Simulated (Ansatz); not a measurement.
## Cu: energy along a strain

Cu, Fm-3m, a = 3.615 Å (as given, not relaxed at this level: -6.5 GPa). Ansatz: PBEsol, PAW, 420 eV, Γ-centred 22×22×22 mesh on 1 atom, Gaussian smearing 0.15 eV; no spin polarisation. Cell vectors (Å): 0.000 1.808 1.808; 1.808 0.000 1.808; 1.808 1.808 0.000. The cell is strained by x per cent times the pattern (1 0 0 0 0 0) in the order xx yy zz yz xz xy (engineering shears), with fractional coordinates held. y is the free energy over the start, V0 = 11.810 Å³/atom.

| x (%) | y (meV/atom) |
| --- | --- |
| -4.00 | ? |
| -3.00 | -8.24 |
| -2.00 | -6.90 |
| -1.00 | -4.12 |
| 0.00 | 0.00 |
| 1.00 | 5.40 |
| 2.00 | 12.02 |
| 3.00 | 19.80 |
| 3.50 | 24.10 |
| 4.00 | 28.66 |

Problem. Fit y = c1 x + c2 x² + c3 x³ to the other rows, get the stiffness along the pattern, and predict the missing energy.

Solution. Least squares on the rows shown. y = 4.7727 x + 0.64195 x² − 0.010967 x³. The clamped-ion stiffness p·C·p = 2 × 6.420 eV × 160.2 / 11.810 Å³ = 174 GPa, which is C11 in these axes (second derivative at the start, which stands under stress). At x = -4.00 the fit asked for gives -8.12 meV/atom. The run gave -8.08 meV/atom, so the fit is 0.04 meV/atom too low, a small miss on the scale of the series.

The energy keeps falling under compression and turns up only between -3.00 and -4.00 %, so the starting cell is stretched relative to the PBEsol equilibrium. This minimum is not the relaxed lattice: the two lateral axes stay extended, and the strained axis overcontracts to compensate. The negative cubic term is ordinary anharmonicity. Compression raises the kinetic energy of the sp electrons and the overlap repulsion between nearly filled d shells, so the curvature grows, while in tension both fade and the crystal softens.

The stiffness of 174 GPa lies close to the measured C11 of copper, but this probably owes much to the expanded volume; at its own, smaller equilibrium volume PBEsol should give a stiffer crystal. The agreement is therefore no clean test of the functional. Holding the fractional coordinates costs nothing here, since a lattice with one atom per primitive cell has no internal displacements to relax. A single uniaxial pattern leaves C12 and C44 undetermined, and with them the shear anisotropy that is pronounced in copper.
